**Barrier of BH₃·HF → BH₂F·H₂ by method: a mixing model for exchange and correlation**

The table holds the barrier, reverse barrier and step energy of one elementary step for 19 methods in def2-TZVPP on PBE0-D4/def2-TZVP structures, with CCSD(T) at the basis-set limit as reference. The program locates each method's error and tests $B = B_\mathrm{HF} + (1-a)X + (1-c)C + c(B_\mathrm{MP2}-B_\mathrm{HF})$, with $X$ and $C$ fixed per family from the parent functional, one hybrid and HF, against a single line in the exact-exchange share. The barriers spread over 26.01 kcal/mol and the step energies over 7.28, and exact exchange raises the barrier by 0.99 to 1.40 kcal/mol per 10% within families. The model lies 0.37 above B3LYP-D4 and about 1.1 above both double hybrids, none of which entered the fit, while one line for twelve functionals leaves an rms residual of about 3 kcal/mol. CAM-B3LYP-D4 lies near the value that the BLYP line gives for its short-range share, far below that for its long-range share.

Electronic barriers and step energies for BH₃·HF → BH₂F·H₂ in the gas phase, computed with Ansatz 0.2.0 using the def2-TZVPP basis and PBE0-D4/def2-TZVP structures. Core electrons are frozen in the correlated wave-function methods. The reference barrier is CCSD(T) at the basis-set limit.

## Analysis program

```python
# Table: barrier, reverse barrier and step energy (kcal/mol) of BH3.HF -> BH2F.H2, Ansatz 0.2.0, def2-TZVPP on
# PBE0-D4/def2-TZVP structures, 19 methods; reference CCSD(T) at the basis-set limit.
# Tested: where the error sits, and B = B(HF) + (1-a)X + (1-c)C + c(MP2-HF) per family, against one line for all.
T = {
    'method': ['SPW92', 'PBE-D4', 'BLYP-D4', 'r2SCAN-D4', 'B97M-V', 'PBE0-D4', 'B3LYP-D4', 'r2SCAN0-D4', 'BHLYP-D4', 'CAM-B3LYP-D4', 'wB97X-V', 'wB97M-V', 'B2PLYP', 'PBE-QIDH', 'RPA on PBE', 'HF', 'MP2', 'CCSD', 'CCSD(T)'],
    'rung': ['LDA', 'GGA', 'GGA', 'meta-GGA', 'meta-GGA', 'global hybrid', 'global hybrid', 'global hybrid', 'global hybrid', 'range-separated', 'range-separated', 'range-separated', 'double hybrid', 'double hybrid', 'RPA', 'Hartree-Fock', 'wave function', 'wave function', 'wave function'],
    'exx_short': [0, 0, 0, 0, 0, 25, 20, 25, 50, 19, 17, 15, 53, 69, None, 100, None, None, None],  # %
    'exx_long': [0, 0, 0, 0, 0, 25, 20, 25, 50, 65, 100, 100, 53, 69, None, 100, None, None, None],  # %
    'barrier': [0.09, 5.92, 9.84, 8.6, 12.51, 9.42, 12.05, 11.08, 16.28, 11.93, 12.21, 12.27, 12.92, 12.14, 13.87, 26.1, 13.0, 16.13, 14.2],  # kcal/mol
    'err': [-14.04, -8.21, -4.29, -5.53, -1.62, -4.71, -2.08, -3.05, 2.15, -2.2, -1.92, -1.86, -1.21, -1.99, -0.26, 11.97, -1.13, 2.0, 0.07],  # kcal/mol
    'reverse': [23.59, 32.69, 39.25, 36.21, 40.31, 35.82, 40.83, 38.26, 44.76, 40.09, 39.67, 39.5, 41.5, 38.91, 41.88, 56.89, 40.85, 43.63, 41.63],  # kcal/mol
    'step': [-23.51, -26.77, -29.41, -27.6, -27.8, -26.41, -28.78, -27.18, -28.48, -28.16, -27.45, -27.22, -28.58, -26.77, -28.01, -30.79, -27.85, -27.49, -27.43],  # kcal/mol
}
import numpy as np
from scipy import constants as k
m = T['method']
B, E, R, S, As, Al = (dict(zip(m, T[c])) for c in ('barrier', 'err', 'reverse', 'step', 'exx_short', 'exx_long'))
refB = np.mean([B[x] - E[x] for x in m])
refS = -27.64  # limit step energy, from the caption
refR = refB - refS
# saddle geometry (A) and D4 energies at the saddle (eV): further outputs of the same runs
g = np.array([[-.32, .09, -.23], [.52, .91, .34], [-.17, .10, -1.41], [-1.38, .16, .29], [.84, -.10, .60], [.51, -1.16, .41]])
d4 = {'PBE': -0.040428, 'BLYP': -0.095849, 'r2SCAN': -0.009484, 'PBE0': -0.03273}
ev = k.e * k.N_A / (1000 * k.calorie)
d = lambda i, j: np.linalg.norm(g[i] - g[j])
print("All energies in kcal/mol; table rounding 0.005, differences 0.01")
print(f"Saddle (A): B-F {d(0,5):.2f}, H-F {d(4,5):.2f}, H-H {d(1,4):.2f}, breaking B-H {d(0,1):.2f}, other B-H {d(0,2):.2f}")
print("Whole D4 energy at saddle: " + ", ".join(f"{a} {v*ev:.2f}" for a, v in d4.items()))
print(f"Limit: barrier {refB:.2f}, reverse {refR:.2f}, step {refS:.2f}")
print("Errors: method, forward, reverse, step, saddle against mean of both ends")
for x in m:
    print(f"  {x:13s} {E[x]:7.2f} {R[x]-refR:7.2f} {S[x]-refS:6.2f} {(E[x]+R[x]-refR)/2:7.2f}")
e = np.array([E[x] for x in m]); s = np.array([S[x] - refS for x in m])
print(f"Spread: barrier {np.ptp(e):.2f}, step {np.ptp(s):.2f}; rms error barrier {np.sqrt(np.mean(e**2)):.2f}, step {np.sqrt(np.mean(s**2)):.2f}")
print(f"Barrier error against step error: slope {np.polyfit(s, e, 1)[0]:.2f}, correlation {np.corrcoef(s, e)[0,1]:.2f}")
print("Family: rise of barrier, reverse, step; slope per 10%; X; C; share for zero error")
fam = {'PBE': ('PBE-D4', 'PBE0-D4'), 'r2SCAN': ('r2SCAN-D4', 'r2SCAN0-D4'), 'BLYP': ('BLYP-D4', 'BHLYP-D4')}
X, C = {}, {}
for f, (p, h) in fam.items():
    a = As[h] / 100
    X[f] = -(B[h] - B[p]) / a
    C[f] = B[p] - X[f] - B['HF']
    print(f"  {p} to {h}: {B[h]-B[p]:+.2f} {R[h]-R[p]:+.2f} {S[h]-S[p]:+.2f}; {-X[f]/10:.2f}; {X[f]:.2f}; {C[f]:.2f}; {100*E[p]/X[f]:.0f}%")
print(f"BLYP less PBE {B['BLYP-D4']-B['PBE-D4']:+.2f} = exchange {X['BLYP']-X['PBE']:+.2f} + correlation and D4 {C['BLYP']-C['PBE']:+.2f} (rounding up to 0.06)")
print(f"PBE less LDA {B['PBE-D4']-B['SPW92']:+.2f}; r2SCAN less PBE {B['r2SCAN-D4']-B['PBE-D4']:+.2f}; B97M-V less PBE0 {B['B97M-V']-B['PBE0-D4']:+.2f}")
P = B['MP2'] - B['HF']
print(f"Barrier less HF: MP2 {P:.2f}, CCSD {B['CCSD']-B['HF']:.2f}, CCSD(T) {B['CCSD(T)']-B['HF']:.2f}; triples {B['CCSD(T)']-B['CCSD']:.2f}")
mod = lambda f, a, c: B['HF'] + (1 - a) * X[f] + (1 - c) * C[f] + c * P
x = 'B3LYP-D4'; p = mod('BLYP', As[x] / 100, 0)
print(f"B3LYP on BLYP line: model {p:.2f}, table {B[x]:.2f}, table less model {B[x]-p:+.2f}")
x = 'CAM-B3LYP-D4'; ps, pl = mod('BLYP', As[x] / 100, 0), mod('BLYP', Al[x] / 100, 0)
print(f"CAM-B3LYP {B[x]:.2f}: line at short share {ps:.2f}, at long share {pl:.2f}; effective share {-100*(B[x]-B['BLYP-D4'])/X['BLYP']:.0f}%")
nop = {}
for x, f, c in (('B2PLYP', 'BLYP', 0.27), ('PBE-QIDH', 'PBE', 1 / 3)):  # PT2 shares: definitions of the functionals
    nop[x], p = mod(f, As[x] / 100, 0), mod(f, As[x] / 100, c)
    print(f"{x}: no PT2 {nop[x]:.2f}, with PT2 {p:.2f}, table {B[x]:.2f}, table less model {B[x]-p:+.2f} (share rounding {abs(X[f])*0.005:.2f})")
# one line for the 12 functionals without orbital-dependent correlation (double hybrids, RPA, HF differ in kind)
df = [x for x, r in zip(m, T['rung']) if r in ('LDA', 'GGA', 'meta-GGA', 'global hybrid', 'range-separated')]
y = np.array([B[x] for x in df])
for name, A in (('short', As), ('long', Al)):
    a = np.array([A[x] for x in df], float)
    c1, c0 = np.polyfit(a, y, 1)
    r = y - c1 * a - c0
    o = np.argsort(-abs(r))[:3]
    print(f"One line in {name}-range share, {len(df)} rows: {c0:.2f} + {10*c1:.2f} per 10%, rms {np.sqrt(np.mean(r**2)):.2f}")
    print("  worst: " + ", ".join(f"{df[i]} {r[i]:+.2f}" for i in o) + f"; HF table less line {B['HF']-c0-100*c1:+.2f}")
print(f"wB97X-V, wB97M-V less B97M-V: {B['wB97X-V']-B['B97M-V']:+.2f}, {B['wB97M-V']-B['B97M-V']:+.2f}; CAM-B3LYP less B3LYP {B['CAM-B3LYP-D4']-B['B3LYP-D4']:+.2f}")
assert all(abs(B[x] - S[x] - R[x]) < 0.02 for x in m)
assert all(v < 0 for v in X.values()) and all(E[x] < 0 for x in df if As[x] <= 25)
assert B['HF'] > B['CCSD'] > B['CCSD(T)'] > B['MP2']
assert all(B[x] < nop[x] for x in nop)
```

It prints:

```
All energies in kcal/mol; table rounding 0.005, differences 0.01
Saddle (A): B-F 1.63, H-F 1.13, H-H 1.09, breaking B-H 1.30, other B-H 1.19
Whole D4 energy at saddle: PBE -0.93, BLYP -2.21, r2SCAN -0.22, PBE0 -0.75
Limit: barrier 14.13, reverse 41.77, step -27.64
Errors: method, forward, reverse, step, saddle against mean of both ends
  SPW92          -14.04  -18.18   4.13  -16.11
  PBE-D4          -8.21   -9.08   0.87   -8.64
  BLYP-D4         -4.29   -2.52  -1.77   -3.40
  r2SCAN-D4       -5.53   -5.56   0.04   -5.54
  B97M-V          -1.62   -1.46  -0.16   -1.54
  PBE0-D4         -4.71   -5.95   1.23   -5.33
  B3LYP-D4        -2.08   -0.94  -1.14   -1.51
  r2SCAN0-D4      -3.05   -3.51   0.46   -3.28
  BHLYP-D4         2.15    2.99  -0.84    2.57
  CAM-B3LYP-D4    -2.20   -1.68  -0.52   -1.94
  wB97X-V         -1.92   -2.10   0.19   -2.01
  wB97M-V         -1.86   -2.27   0.42   -2.06
  B2PLYP          -1.21   -0.27  -0.94   -0.74
  PBE-QIDH        -1.99   -2.86   0.87   -2.43
  RPA on PBE      -0.26    0.11  -0.37   -0.07
  HF              11.97   15.12  -3.15   13.55
  MP2             -1.13   -0.92  -0.21   -1.02
  CCSD             2.00    1.86   0.15    1.93
  CCSD(T)          0.07   -0.14   0.21   -0.03
Spread: barrier 26.01, step 7.28; rms error barrier 5.24, step 1.40
Barrier error against step error: slope -2.78, correlation -0.80
Family: rise of barrier, reverse, step; slope per 10%; X; C; share for zero error
  PBE-D4 to PBE0-D4: +3.50 +3.13 +0.36; 1.40; -14.00; -6.18; 59%
  r2SCAN-D4 to r2SCAN0-D4: +2.48 +2.05 +0.42; 0.99; -9.92; -7.58; 56%
  BLYP-D4 to BHLYP-D4: +6.44 +5.51 +0.93; 1.29; -12.88; -3.38; 33%
BLYP less PBE +3.92 = exchange +1.12 + correlation and D4 +2.80 (rounding up to 0.06)
PBE less LDA +5.83; r2SCAN less PBE +2.68; B97M-V less PBE0 +3.09
Barrier less HF: MP2 -13.10, CCSD -9.97, CCSD(T) -11.90; triples -1.93
B3LYP on BLYP line: model 12.42, table 12.05, table less model -0.37
CAM-B3LYP 11.93: line at short share 12.29, at long share 18.21; effective share 16%
B2PLYP: no PT2 16.67, with PT2 14.04, table 12.92, table less model -1.12 (share rounding 0.06)
PBE-QIDH: no PT2 15.58, with PT2 13.27, table 12.14, table less model -1.13 (share rounding 0.07)
One line in short-range share, 12 rows: 7.74 + 1.72 per 10%, rms 2.96
  worst: SPW92 -7.65, B97M-V +4.77, PBE0-D4 -2.61; HF table less line +1.19
One line in long-range share, 12 rows: 8.44 + 0.54 per 10%, rms 3.35
  worst: SPW92 -8.35, BHLYP-D4 +5.12, B97M-V +4.07; HF table less line +12.23
wB97X-V, wB97M-V less B97M-V: -0.30, -0.24; CAM-B3LYP less B3LYP -0.12
```
